**Question**

A crystal of SiC with the wurtzite structure is stretched along one direction x in the hexagonal plane, while its other two dimensions are held fixed. The strain is the relative change of length along x. Each change in the table is counted from the unstrained cell with the same functional. The least direct gap is the smallest vertical distance between filled and empty bands at any one wave vector.

Wurtzite SiC (4 atoms per cell, a = 3.075 Å, c = 5.048 Å), computed with Ansatz 0.2.0 using plane-wave PAW DFT without spin polarisation. The unstrained cell, and the atomic positions at each strain, were relaxed with r2SCAN. The k mesh is 6×6×4 for HSE06 and 12×12×6 for PBE and r2SCAN; the plane-wave cutoff is 500 eV for r2SCAN and 420 eV for the other two.

```
functional  strain (%)  band gap (eV)  band gap change (eV)  least direct gap change (eV)  energy rise per atom (meV)
     HSE06         0.5          3.164                 0.004                        -0.057                         0.7
     HSE06         1.5          3.174                 0.014                        -0.171                         4.7
       PBE         0.5          2.282                 0.005                        -0.053                        -0.7
       PBE         1.5          2.295                 0.018                        -0.158                         0.2
    r2SCAN         0.5          2.656                 0.003                        -0.056                         0.4
    r2SCAN         1.5          2.665                 0.013                        -0.170                         3.8
```

In every row the highest filled level lies at Γ, the centre of the Brillouin zone. The lowest empty level lies at or very close to K, a corner of its hexagon, and the least direct gap at M, the middle of an edge. In the unstrained crystal the top level at Γ is a degenerate pair. In the HSE06 run at 1.5 % the three highest filled levels at Γ are 8.912, 8.799 and 8.793 eV.

(a) Why does the band gap hardly react to the stretch, while the least direct gap falls steadily?

(b) What should happen to the band gap if the crystal is squeezed by 1.5 % instead?

(c) Can a strain shift from one functional be added to a gap from another?

(d) Why does the energy fall in the first PBE row, and why is it almost back at its start in the second?

**Model answer**

(a) A stretch along x alone is the sum of two simpler strains. One half stretches x and y equally and keeps the hexagonal symmetry. The other half lengthens x and shortens y by the same amount, which changes the shape and breaks the symmetry. To first order their effects on the levels add, so they can be followed one at a time.

The shape change cannot shift the lowest empty level at K to first order. Apply the same shape change along three directions 120° apart: the three strains add up to zero. A rotation by 120° carries K into an equivalent point, so its single level must shift equally in all three cases. Three equal shifts that sum to zero are each zero.

The pair at Γ has no such protection, because it can split. An electron in a square box shows how: the state with a node across x and the state with a node across y have the same energy until one side is lengthened. Then their average moves and they also separate, and they separate whether the side is lengthened or shortened. The box illustrates only this symmetry; the size and direction of the shifts in SiC depend on its bonds.

The HSE06 levels at 1.5 % show how large the splitting is. Of the three levels, two are the split pair and one is a single level that falls steeply along the hexagonal axis. Away from Γ the single level drops well below the pair, whose members stand 0.144 eV apart at the zone boundary and 0.127 eV apart halfway there. So the top level, 8.912 eV, belongs to the pair. The splitting must flatten out as Γ is approached, which points to the level at 8.793 eV as the partner, 0.119 eV lower; the nearer level would give 0.113 eV and change little in what follows. The shape change pushes the upper member up by half the splitting, about 0.059 eV, and narrows the gap by that amount. Since the gap nevertheless grows by 0.014 eV, the distance from the centre of the pair to the lowest empty level must have grown by about 0.014 + 0.059 = 0.073 eV.

The band gap is therefore steady because two sizeable effects nearly cancel. The even stretch widens it, and the splitting takes back about four fifths of the gain. Symmetry explains why the splitting narrows the gap, but the widening is read from the numbers.

At M the symmetry argument has a different outcome. There are three M points, and a rotation by 120° carries one into the next, so their shifts under the shape change need not be equal; only their sum must vanish. The stretch leaves two of them equivalent and singles out the third, so the shape change moves the third twice as far as the other two and in the opposite direction. The least direct gap follows whichever M point ends up lowest, so the shape change always narrows it. In these runs it lies at the single point, perpendicular to the stretch, and falls by about 0.11 eV for each per cent of strain. How much of that total comes from the even stretch is not separated here.

(b) Squeezing reverses the even part but not the narrowing by the splitting. For HSE06 the first contribution becomes about −0.073 eV, while the second remains −0.059 eV. The gap should therefore fall by about 0.13 eV, nine to ten times the rise found under tension. This is a first-order forecast that no row tests, and it assumes that the lowest empty level stays at K. Spin–orbit coupling, which these runs leave out, splits the pair slightly even without strain and would smooth the behaviour at very small strains.

(c) For this crystal it can, at strains of this size and within a stated tolerance, provided both functionals are read in the same cells, as here. At 1.5 % the gaps from HSE06 and PBE differ by 0.88 eV, but the changes from all three functionals agree within 0.005 eV for the band gap and 0.013 eV for the least direct gap. This fits the view that the functional mainly sets the distance between filled and empty bands, while the strain response follows from how the bonds and the symmetry change. PBE's well-known underestimate of the gap thus hardly enters the shift.

The tolerance must be read in electronvolts and not in per cent. The change of the band gap is a small remainder of two larger effects, so a spread of 0.005 eV is already more than a third of the r2SCAN value at 1.5 %. Nor is the remainder proportional to the strain: tripling the strain multiplies it by 3.5 to 3.7, as expected when the first-order parts nearly cancel and second-order terms show through. The k meshes and cutoffs also differ between the functionals. The table therefore supports a common small rise, but no ranking of the functionals by its size.

(d) The starting cell was relaxed with r2SCAN, and it is too small for PBE. Before any strain is applied, PBE finds a compressive stress of 3.57 GPa along x. Stretching first relieves this stress and releases energy; only later does the elastic cost take over. For a strain ε, the energy rise per atom is approximately

ΔE = −s₀Vε + ½CVε²,

where s₀ is the starting stress along x, positive for compression, V the volume per atom and C the stiffness with the sides held.

For PBE at 0.5 %, V is 10.34 Å³ and C, taken from the change of stress, is 507 GPa. With 1 eV/Å³ = 160.2 GPa, the first term is −3.57 × 10.34 × 0.005 / 160.2 eV = −1.15 meV. The second is ½ × 507 × 10.34 × 0.005² / 160.2 eV = +0.41 meV. Their sum, −0.74 meV, agrees with the −0.7 meV in the table.

The same formula explains the second PBE row. The energy is a parabola in the strain, with its lowest point near 0.7 %, so it returns to its starting value near 1.4 %. At 1.5 % the crystal has only just passed that point. r2SCAN starts almost free of stress and pays the elastic cost alone, while HSE06 starts under slight tension and pays a little more.

**Remarks on the reasoning**

A good answer to (a) does not conclude from the small change that the band edges are insensitive to strain. The splitting at Γ is eight to nine times the net change of the gap in the same run. Its value is taken from one HSE06 calculation; that the other functionals show a similar balance is inferred from the shared symmetry and from their similar gap changes.

In (d), a negative energy rise is easily mistaken for an unstable crystal. It shows only that the starting cell is not the one PBE would choose. The stiffness is positive in every row and lies between 495 and 525 GPa, so the energy fall in the first PBE row comes from the stress in the starting cell and not from a weaker resistance to stretching. An energy curve should therefore be read from the resting cell of the functional in use.

The energy formula has no adjustable constant, but its stresses come from the same runs as the energies. The agreement, within 0.1 meV per atom in all rows, is thus a check of consistency and not independent evidence. The HSE06 stresses carry a warning of loose convergence, so the stiffness from those runs is less certain than that from the other two functionals. At 1.5 % the formula comes out slightly low for each functional, because it takes the stress to grow in a straight line, whereas the crystal softens a little as it is stretched. The printed output after this text gives both energy terms for every row.

Numerical output:

```
Energy rise from the stresses, meV per atom:
     row  linear_term  elastic_term      sum  table  stiffness_GPa
   HSE06       0.3252        0.4223   0.7475    0.7          523.5
   HSE06       0.9755         3.708    4.683    4.7          510.7
     PBE       -1.153        0.4094  -0.7434   -0.7          507.5
     PBE       -3.458         3.597   0.1388    0.2          495.4
  r2SCAN    0.0004513        0.4236   0.4241    0.4          525.1
  r2SCAN     0.001354         3.718    3.719    3.8          512.1
Largest miss of the stress estimate (meV per atom): 0.08093
PBE strain of least energy with sides held (%): 0.7211
PBE strain at which the energy is back at its start (%): 1.442
Gap changes:
     row  gap_change_meV  direct_change_eV_per_percent
   HSE06           3.746                        -0.114
   HSE06           13.85                        -0.114
     PBE           5.158                        -0.106
     PBE           17.85                       -0.1053
  r2SCAN           3.448                        -0.112
  r2SCAN           12.71                       -0.1133
Gap of HSE06 less gap of PBE at 1.5 % (eV): 0.879
Spread of gap change over functionals at 1.5 % (eV): 0.005
Spread of direct gap change over functionals at 1.5 % (eV): 0.013
Splitting of the valence doublet, HSE06 1.5 %, smaller choice (eV): 0.1132
Splitting of the valence doublet, HSE06 1.5 %, larger choice (eV): 0.119
Narrowing by half the splitting, smaller choice (eV): 0.05662
Narrowing by half the splitting, larger choice (eV): 0.05949
Change of gap to the centre of the doublet, smaller choice (eV): 0.07062
Change of gap to the centre of the doublet, larger choice (eV): 0.07349
First-order estimate of gap change at 1.5 % compression, smaller choice (eV): -0.1272
First-order estimate of gap change at 1.5 % compression, larger choice (eV): -0.133
```
